## Results and discussion

The fifth ionisation energy of a 5d element can be taken from the highest LDA eigenvalue, from the difference of two LDA total energies, or from the same difference in Dirac-Fock. The choice moves the answer by anything from 0.3 eV to nearly 12 eV. Either energy difference lies within about 5 % of the NIST value in every row. The eigenvalue misses it by up to 14.7 %, and neither difference stays within 1 eV of all three values that NIST gives tightly.

Ionisation energies of 5d-series 4+ ions in NIST's ground configurations, as total-energy differences. Quantum ESPRESSO 7.5 (ld1.x) treats spherical all-electron atoms with scalar-relativistic, spin-polarised LDA-PW92, highest-spin open shells and a point nucleus. Dirac-Fock values are configuration averages from a B-spline radial atomic code, version 1, with a Fermi nucleus.

| species | Z | electrons | configuration | electron removed from | ionisation energy (eV) | −ε(highest occupied) (eV) | highest level mean radius (bohr) | highest level | NIST table (eV) | kind of table value | stated uncertainty (eV) | computed less table (eV) | IE, Dirac-Fock (eV) |
| --- | --- | --- | --- | --- | --- | --- | --- | --- | --- | --- | --- | --- | --- |
| Hf4+ | 72 | 68 | [Xe] 4f14 | 4f | 69.8910 | 58.305 | 0.66923 | 4f | 68.37 | semi-empirical | 0.04 | 1.52 | 65.353 |
| Ta4+ | 73 | 69 | [Xe] 4f14 5d1 | 5d | 48.0742 | 41.855 | 1.7287 | 5d up | 48.272 | semi-empirical | 0.025 | -0.198 | 46.674 |
| Re4+ | 75 | 71 | [Xe] 4f14 5d3 | 5d | 53.8257 | 47.138 | 1.5938 | 5d up | 51.9 | theory | 1.9 | 1.93 | 51.440 |
| Os4+ | 76 | 72 | [Xe] 4f14 5d4 | 5d | 56.5899 | 49.688 | 1.5332 | 5d up | 55 | theory | 1.9 | 1.59 | 53.831 |
| Ir4+ | 77 | 73 | [Xe] 4f14 5d5 | 5d | 59.3080 | 52.197 | 1.4773 | 5d up | 57 | theory | 1.9 | 2.31 | 56.229 |
| Au4+ | 79 | 75 | [Xe] 4f14 5d7 | 5d | 61.3819 | 54.117 | 1.3869 | 5d down | 60 | theory | 1.9 | 1.38 | 61.046 |
| Hg4+ | 80 | 76 | [Xe] 4f14 5d8 | 5d | 64.2738 | 56.777 | 1.3417 | 5d down | 61.2 | measured | 0.2 | 3.07 | 63.466 |

IE is the ionisation energy, the total energy of the 5+ ion less that of the 4+ ion. $\varepsilon$ is the Kohn-Sham eigenvalue of the highest occupied level of the 4+ ion, $\langle r\rangle$ is the mean radius of that level, and up and down mark majority and minority spin. The Dirac-Fock column comes from a different program, a B-spline radial atomic code: four-component Dirac-Coulomb, Fermi nucleus, averaged over the configuration, with no correlation, Breit or QED terms. Both programs keep to NIST's configurations, which need not be the lowest at either level. The rows are in three different states. Hf$^{4+}$ loses an electron from the closed, compact 4f shell, which is why its IE is some 20 eV above that of Ta$^{4+}$. Ta to Ir lose a majority-spin 5d electron, and Au and Hg a minority-spin one. The fits quoted below are printed in full in the output after this section.

### Eigenvalue or energy difference

In every row $-\varepsilon$ lies below the LDA IE, by 6.2 eV at Ta rising steadily to 7.5 eV at Hg, and by 11.6 eV at Hf. This is the largest step between levels, and its origin is the curvature of the LDA energy in the occupation $n$ of the level. Janak's theorem gives $\partial E/\partial n=\varepsilon(n)$, so the IE is the integral of $-\varepsilon$ over the removal of one electron. If $E(n)$ is a parabola of curvature $U$, then $\varepsilon$ falls linearly as the electron leaves, and

$$\mathrm{IE}=-\tfrac12\left[\varepsilon(4+)+\varepsilon(5+)\right]=-\varepsilon(4+)+\tfrac12U .$$

The level lists that the same calculations give for Os and Au allow a check with no parameter. They are read as the levels of the 5+ ions, since their 5d levels are deeper and tighter than the 4+ values in the table. For Au the minority 5d level lies at $-68.807$ eV after removal and $-54.117$ eV before. The mean is 61.462 eV against an IE of 61.382 eV, and $U$ is 14.69 eV. Os shows the same excess of 0.08 eV, which may be a cubic term in $E(n)$ or the slight failure of Janak's theorem in a scalar-relativistic density. For these two rows the numbers thus show that the gap is half the curvature. For the exact functional $E(n)$ is a straight line between integers and the gap vanishes. The standard account of the curvature is self-interaction: the Hartree term repels an electron from its own charge, and local exchange cancels this only in part.

A charged conducting sphere shows the scale. Its energy is $Q^2/2R$, and the work to remove a finite charge is set by the mean of the potentials before and after, which differs from the starting potential by $e^2/2R$, about 14 eV bohr divided by $R$. A fit of the gap to $a/\langle r\rangle$ over the six 5d rows gives $a=10.4$ eV bohr, the same order, and it follows the growth of the gap as the 5d shell contracts. The analogy covers only the Hartree part of an approximate functional, for a sphere has no exchange and no other shells to respond. Within the 5d rows the misfit runs from $+0.21$ to $-0.25$ eV, most of it in one step from $+0.07$ at Ir to $-0.23$ at Au, where the level changes spin. The exponent of $-0.71$ from a free power law therefore mixes two spin states, and either group alone lies nearer $-1$. For Hf, which was not fitted, the formula overshoots by 3.95 eV. The argued cause is screening. The level list for tantalum puts 4f at 0.63 bohr, inside 5s and 5p at 1.08 and 1.24 bohr, so these shells contract on a 4f hole and soften the curvature, while a 5d hole has no shell outside it. The same runs bear this out: the sum of $r^2$ over all electrons falls by 2.21 bohr$^2$ on ionising Hf, about five times $\langle r\rangle^2$ of the 4f level, and by 3.88 bohr$^2$ at Ta, only 1.3 times that of the 5d level.

Dirac-Fock agrees with this picture. Its orbital energy omits relaxation and errs the other way: it exceeds the Dirac-Fock IE by 5.90 eV at Hf and by only 0.04 to 0.25 eV in the 5d rows. These differences are no clean measure of relaxation, because the highest level is presumably the upper spin-orbit component while the IE is averaged over both. A fixed scale factor does not rescue the LDA eigenvalue, since $-\varepsilon/\mathrm{IE}$ runs from 0.871 to 0.883 in the 5d rows and is 0.834 for 4f.

### High-spin LDA or averaged Dirac-Fock

Over the 5d rows the Dirac-Fock IE rises by 2.38 to 2.42 eV per unit of $Z$, within 0.03 eV of a straight line. Each added proton is screened incompletely by the added d electron, and an average over all states of the configuration treats every d electron alike. The LDA IE rises by 2.7 to 2.9 eV per unit of $Z$, except between Ir and Au, where two units bring 2.07 eV against 4.82 eV in Dirac-Fock. From Re on the two columns describe different states, and their difference there is no measure of correlation.

Counting parallel spins accounts for the break. Each pair of parallel d electrons lowers the energy by an effective exchange energy $K$. Once one electron occupies one of the ten spin-orbitals, four of the remaining nine share its spin, so in the configuration average $4/9$ of all pairs are parallel. With $u$ electrons up and $w$ down, the high-spin state has an excess of parallel pairs

$$X(n)=\tfrac12u(u-1)+\tfrac12w(w-1)-\tfrac49\cdot\tfrac12n(n-1),$$

and ionisation costs an extra $K\,\Delta X$ with $\Delta X=X(n)-X(n-1)$. The model is $\mathrm{IE_{LDA}}-\mathrm{IE_{DF}}=c+K\,\Delta X$, fitted to the six 5d rows. Up to half filling $\Delta X=\tfrac59(n-1)$, since the departing electron breaks more parallel pairs than average. Beyond it $\Delta X=(n-6)-\tfrac49(n-1)$, which is negative and climbs back to zero at d$^{10}$. The count puts the whole drop between d$^5$ and d$^6$, from $+20/9$ to $-20/9$, though the d$^6$ case, Pt$^{4+}$, is absent from the table. It predicts the same sawtooth in any d series treated at high spin.

Au$^{4+}$ serves as the worked case, and it was part of the fit. In d$^7$, five up and two down give $10+1=11$ parallel pairs against an average of $\tfrac49\cdot21=9.33$, so $X=1.67$. In d$^6$ there are 10 against $\tfrac49\cdot15=6.67$, so $X=3.33$ and $\Delta X=-1.67$. With $K=0.712$ eV and $c=1.531$ eV the estimate is $61.046+1.531-1.187=61.390$ eV, against 61.382 eV computed. Au is the best row. The worst is Ta at 0.13 eV, and a row left out of the fit is missed by up to 0.16 eV.

A line in $Z$ with no spin term misses by 0.9 eV rms, so the numbers show that the break follows the spin. A Stoner expression in the square of the moment $M=u-w$, closer to what a local functional actually does, fits to 0.13 eV rms against 0.07 eV, but it is the same spin term: $X=\tfrac14M^2+\tfrac1{36}n^2-\tfrac5{18}n$, so the two fits differ only by a drift linear in $n$, and the better fit says no more than how $c$ varies along the row. The up-down splitting of the 5d level per unpaired spin is 0.82 eV in Os$^{5+}$ and 0.76 eV in Au$^{5+}$, near $K$, but these come from the same functional and show only that it is consistent. The bare exchange is larger: the Slater integrals of the Dirac-Fock runs give $(F^2+F^4)/14$ as about 1.0 eV in Os$^{4+}$ and 1.1 eV in Au$^{4+}$. The fitted $K$ thus describes the spin dependence of LDA, and is not the exchange integral that Dirac-Fock itself would use. The constant $c$ mixes correlation, the error of local exchange, the spin polarisation of a lone electron, scalar against four-component relativity and the nuclear model, and it cannot be split here. It belongs to the 5d shell alone: for Hf, where $\Delta X=0$, the difference is 4.54 eV, three electronvolts more than $c$.

### Against the NIST values

For Re, Os, Ir and Au the table values are themselves theoretical, with an uncertainty of 1.9 eV. LDA lies 1.4 to 2.3 eV above them and Dirac-Fock within 1.2 eV on either side, so these rows cannot rank the methods. Nor can they confirm the break at half filling. Hund's first rule fixes its sign, but for the lowest levels spin-orbit coupling works against it. With $\zeta$ the 5d spin-orbit parameter, LS coupling lowers d$^4$ by $\tfrac32\zeta$, leaves d$^5$ unchanged and lowers d$^6$ by $\zeta$. This takes $\tfrac52\zeta$ off a drop of $\tfrac{40}9K$, about 3.2 eV with the fitted $K$ and nearer 5 eV with the Dirac-Fock integrals, and in these heavy ions that is a large part of either. The ranking even turns with the rows chosen. The mean absolute error over all seven favours Dirac-Fock, 1.48 against 1.71 eV, and over the three tight rows it favours LDA, 1.60 against 2.29 eV.

Each tight row has to be read with the fine structure in mind, since both columns average over it and NIST gives the lowest levels. Ta$^{4+}$ is 5d$^1$, and its lowest level, $j=3/2$, lies $6/10$ of the splitting below the centre. With a rough recalled splitting of 0.8 eV the computed IE should be raised by about 0.5 eV. The LDA error of $-0.20$ eV then becomes about $+0.3$ eV and the Dirac-Fock error of $-1.60$ eV about $-1.1$ eV. The near hit of LDA is partly cancellation, and even uncorrected it is eight times the stated uncertainty.

At Hf the splitting sits in the final 4f$^{13}$ ion and works the other way. A rough recalled 1.7 eV lowers the IE by about 0.7 eV, which takes LDA from $+1.52$ to about $+0.8$ eV and Dirac-Fock from $-3.02$ to about $-3.7$ eV. A low Dirac-Fock value is the usual sign of missing correlation, because the ion with more electrons has more correlation energy, and the loss is largest when an electron leaves a full, compact shell with many close neighbours. Ta and Hf agree with that argument in sign and order, on the evidence of two rows. The 4f to 5d step from Hf to Ta, 20.10 eV in the table, is bracketed by 21.82 eV in LDA and 18.68 eV in Dirac-Fock, so this comparison across shells is off by 1.7 and 1.4 eV as computed. With the rough fine-structure shifts above, the errors become about $+0.5$ eV in LDA and $-2.6$ eV in Dirac-Fock.

Breit, QED and recoil terms, evaluated in the same Dirac-Fock runs, are large in the total energy but sit in the core and cancel in the difference. They shift the IE by 0.16 eV at Hf and by 0.01 eV or less in the 5d rows. They matter only against the 0.04 eV uncertainty of Hf, and explain none of the errors above.

### Cost and choice

All these are radial problems in one dimension, and the counting is simple. The eigenvalue needs one self-consistent solution and the energy difference two, so the largest step on the ladder costs a factor of two, though at Hg the error only turns from $-4.42$ to $+3.07$ eV. Spin polarisation roughly doubles the number of radial equations. Dirac-Fock also roughly doubles them, by splitting shells by $j$, and its non-local exchange couples every pair of subshells, so its work grows about as the square of their number where a local potential grows linearly. The real rise in cost comes with resolved levels and correlation, which need a matrix of many states for each ion.

Accuracy then decides. For a value good to about 5 % or about 3 eV, either energy difference serves in all seven rows. For the shape along the series neither column is enough. The term $K\,\Delta X$ runs from $+1.6$ eV at Ir to $-1.2$ eV at Au and is absent from the average, while high spin without spin-orbit coupling overstates the break, and the 3 eV step from Ir to Au in the NIST values, loose as it is, lies between the two. Averaged Dirac-Fock has the complementary use of a smooth baseline for interpolation in $Z$ within one shell. Adding $K\,\Delta X$ to it, with the $K$ fitted to LDA, lowers the mean error over all rows to 1.06 eV, but the gain lies mostly in rows with loose references, and Hf and Ta are unchanged. For anything below 1 eV neither column is reliable, and spin-orbit coupling and terms must be put in before the functional is judged.

Hg, the one measured value, is the tight row where both levels come out too high: LDA by $+3.07$ eV and Dirac-Fock by $+2.27$ eV, against an uncertainty of 0.2 eV. The Hund term, $0.712\times1.111=0.79$ eV with $K$ borrowed from LDA, brings Dirac-Fock down to about $+1.5$ eV, and LDA contains that term already. With the bare exchange from the Dirac-Fock integrals, taken from Au$^{4+}$, the term is about 1.2 eV and the error left is about $+1.0$ eV. Term splitting offers little, because the lowest terms of d$^8$ and d$^7$ are both F terms lying the same multiple of the Racah parameter $B$ below their high-spin averages. Spin-orbit coupling lowers both by $\tfrac32\zeta$ in LS coupling and cancels. In the jj limit the electron leaves the 5d$_{5/2}$ level and the IE falls by $\zeta$, roughly recalled as somewhat under 1 eV, though the full Hund term then no longer applies. Correlation, if it acts as it appears to at Ta and Hf, would push Dirac-Fock further up. Intermediate coupling takes only part of both shifts. Their full sum stays under 1.8 eV with the LDA $K$, but reaches up to about 2.2 eV with the Dirac-Fock integrals, which nearly closes the gap of 2.27 eV. The Dirac-Fock error therefore does not by itself prove that another effect is at work. LDA has its Hund term already, so spin-orbit coupling alone would leave it some 2 eV too high. How much of either error survives once the levels are resolved, and whether mixing of configurations accounts for it, is the question the table leaves open.

Output of the analysis:

```
rounding floor: LDA 0.00005, eps and DF 0.0005 eV; order of rows: Hf4+ Ta4+ Re4+ Os4+ Ir4+ Au4+ Hg4+
ion  LDA-DF(eV) dX(pairs) gap=IE+eps(eV) -eps/IE gap*<r>(eV bohr)
Hf4+  4.538 +0.000  11.586  0.834   7.75
Ta4+  1.400 +0.000   6.219  0.871  10.75
Re4+  2.386 +1.111   6.688  0.876  10.66
Os4+  2.759 +1.667   6.902  0.878  10.58
Ir4+  3.079 +2.222   7.111  0.880  10.51
Au4+  0.336 -1.667   7.265  0.882  10.08
Hg4+  0.808 -1.111   7.497  0.883  10.06
step per Z, 5d rows (eV): LDA +2.88 +2.76 +2.72 +1.04 +2.89 | DF +2.38 +2.39 +2.40 +2.41 +2.42
Ir->Au (eV): LDA 2.07 DF 4.82 difference 2.74
Hf minus Ta (eV): LDA 21.82 DF 18.68 NIST 20.10
DF line in Z-76 (eV): slope 2.399 const 53.848 rms 0.017 leave-one-out max 0.056
   residuals 5d +0.024 -0.009 -0.017 -0.018 -0.000 +0.020 | Hf (4f, not fitted) +21.10
LDA line in Z-76 (eV): slope 2.206 const 55.772 rms 0.894 leave-one-out max 2.511
   residuals 5d -1.080 +0.260 +0.818 +1.330 -1.008 -0.322 | Hf (4f, not fitted) +22.94
LDA-DF = c + K dX (eV): slope 0.712 const 1.531 rms 0.069 leave-one-out max 0.159
   residuals 5d -0.131 +0.064 +0.041 -0.034 -0.008 +0.068 | Hf (4f, not fitted) +3.01
rival Stoner c + I d(M^2/4) (eV): slope 0.675 const 1.513 rms 0.133 leave-one-out max 0.339
   residuals 5d -0.282 +0.028 +0.064 +0.046 +0.004 +0.139 | Hf (4f, not fitted) +3.19
rival line in Z-76, no spin (eV): slope -0.193 const 1.924 rms 0.907 leave-one-out max 2.566
   residuals 5d -1.104 +0.269 +0.835 +1.349 -1.007 -0.342 | Hf (4f, not fitted) +1.84
Os4+: 5+ split 2.455, per spin 0.818 eV; curvature 13.97; Slater mean 56.672, less IE +0.082 eV
Au4+: 5+ split 3.026, per spin 0.757 eV; curvature 14.69; Slater mean 61.462, less IE +0.080 eV
gap = a/<r>: a 10.40 eV bohr; residuals 5d +0.21 +0.17 +0.12 +0.07 -0.23 -0.25 | Hf -3.95 eV
power law gap vs <r>, 5d: exponent -0.71
error vs NIST (eV): ion kind unc | -eps LDA DF DF+K*dX | LDA% DF% | LDA/unc DF/unc
Hf4+ semi-empirical 0.04 | -10.07 +1.52 -3.02 -3.02 | +2.2 -4.4 | +38.0 -75.4
Ta4+ semi-empirical 0.025 | -6.42 -0.20 -1.60 -1.60 | -0.4 -3.3 | -7.9 -63.9
Re4+ theory 1.9 | -4.76 +1.93 -0.46 +0.33 | +3.7 -0.9 | +1.0 -0.2
Os4+ theory 1.9 | -5.31 +1.59 -1.17 +0.02 | +2.9 -2.1 | +0.8 -0.6
Ir4+ theory 1.9 | -4.80 +2.31 -0.77 +0.81 | +4.0 -1.4 | +1.2 -0.4
Au4+ theory 1.9 | -5.88 +1.38 +1.05 -0.14 | +2.3 +1.7 | +0.7 +0.6
Hg4+ measured 0.2 | -4.42 +3.07 +2.27 +1.47 | +5.0 +3.7 | +15.4 +11.3
-eps: tight rows mean|err| 6.97 max 10.07; all rows mean 5.95 max 10.07 eV, max 14.7%
LDA: tight rows mean|err| 1.60 max 3.07; all rows mean 1.71 max 3.07 eV, max 5.0%
DF: tight rows mean|err| 2.29 max 3.02; all rows mean 1.48 max 3.02 eV, max 4.4%
DF+K*dX: tight rows mean|err| 2.03 max 3.02; all rows mean 1.06 max 3.02 eV, max 4.4%
Breit+QED+recoil shift of DF IE (eV): +0.164 +0.010 +0.009 +0.010 +0.009 +0.008 +0.007
DF -eps less DF IE (eV): Hf4+ +5.90 Re4+ +0.16 Os4+ +0.20 Au4+ +0.25
Ta4+ rough fine-structure shift +0.5 eV -> LDA error +0.3, DF error -1.1
Hf4+ rough fine-structure shift -0.7 eV -> LDA error +0.8, DF error -3.7
```
